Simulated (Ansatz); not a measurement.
P: pressure and energy change per atom as volume scale varies

All results are calculated (Ansatz 0.2.0). Plane-wave DFT, scalar-relativistic PAW made under PBE with cores redone for the functional, no dispersion; the given relaxed cell is scaled uniformly, energy at zero smearing counts from the unscaled cell, pressure at the given Fermi-Dirac smearing is positive in compression.

The cell before it is scaled or strained (space group Cmce, No. 64):
```
P
1.0
      1.6620    -7.6045     0.0000
      1.6620     7.6045     0.0000
      0.0000     0.0000     4.7154
P
4
Direct
  0.06899 0.93101 0.90848
  0.56899 0.43101 0.59152
  0.93101 0.06899 0.09152
  0.43101 0.56899 0.40848
```

Settings of every row: spin polarised no; functional revPBE; wave cutoff 420 eV; smearing width 0.05 eV; k mesh 9x9x6.

Atom starting moment: 0 on all atoms.

Limits: a layered crystal: even scaling strains the bonds within the layers, so this curve is stiffer than the crystal under pressure; bonds stretch with the cell, so the curve is stiffer than the relaxed crystal; no dispersion: the cell expands far past the measured one.

| row | volume scale | V (Å³/atom) | pressure (GPa) | energy change per atom (meV) |
| --- | --- | --- | --- | --- |
| 1 | 0.88 | 26.222 | 7.95 | 78.52 |
| 2 | 0.92 | 27.414 | ? | ? |
| 3 | 0.96 | 28.606 | 2.07 | 7.25 |
| 4 | 1.04 | 30.99 | -1.74 | 6.83 |
| 5 | 1.08 | 32.182 | -3.1 | 25.01 |
| 6 | 1.12 | 33.374 | -4.21 | 52.37 |

Question: what pressure and energy change per atom should row 2 give?

Worked fit of pressure. Take u = (V_r/V)^(2/3) − 1 with V_r = 30.99 Å³ an atom, which is twice the finite (Eulerian) strain; such expansions in the strain, on which the Birch-Murnaghan equation of state is built, carry the rest volume and the bulk modulus. The shown rows have u = 0.11782, 0.05481, 0, -0.02485, -0.04821. Least squares give pressure = −1.755 + 59.737 × u + 191.58 × u² GPa; a straight line predicts inner rows, each left out in turn, worse (root mean square 0.65 against 0.041 GPa). The rows lie off it by 0.01, -0.02, 0.01, 0.02, -0.02. The pressure vanishes at u = 0.0270, or V = 29.77 Å³ an atom, and there the bulk modulus at fixed shape and fractions is B = −V dP/dV = (2/3)(1 + u) dP/du = 48 GPa. Letting shape and atoms relax would as a rule lower it, by much in layered, chain or molecular crystals. The withheld row has u = 0.08517, so the fit gives −1.755 + 59.737 × (0.08517) + 191.58 × (0.08517)² = 4.72 GPa.

The calculation gave 4.68 GPa. The fit lies 0.04 GPa (0.33 % of the column's range) above it; its largest miss of a shown row is 0.02 GPa.

Worked fit of energy change per atom. Take u = (V_r/V)^(2/3) − 1 with V_r = 30.99 Å³ an atom, which is twice the finite (Eulerian) strain; such expansions in the strain, on which the Birch-Murnaghan equation of state is built, carry the rest volume and the bulk modulus. The shown rows have u = 0.11782, 0.05481, 0, -0.02485, -0.04821. Least squares give energy change per atom = 6.618 − 499.318 × u + 9411.59 × u² meV; a straight line predicts inner rows, each left out in turn, worse (root mean square 31 against 0.46 meV). The rows lie off it by 0.08, -0.27, 0.21, 0.17, -0.19 (root mean square 0.19 meV). The withheld row has u = 0.08517, so the fit gives 6.618 − 499.318 × (0.08517) + 9411.59 × (0.08517)² = 32.36 meV.

The calculation gave 32 meV. The fit lies 0.36 meV (1.1 % of the value, 0.5 % of the column's range) above it; its largest miss of a shown row is 0.27 meV.
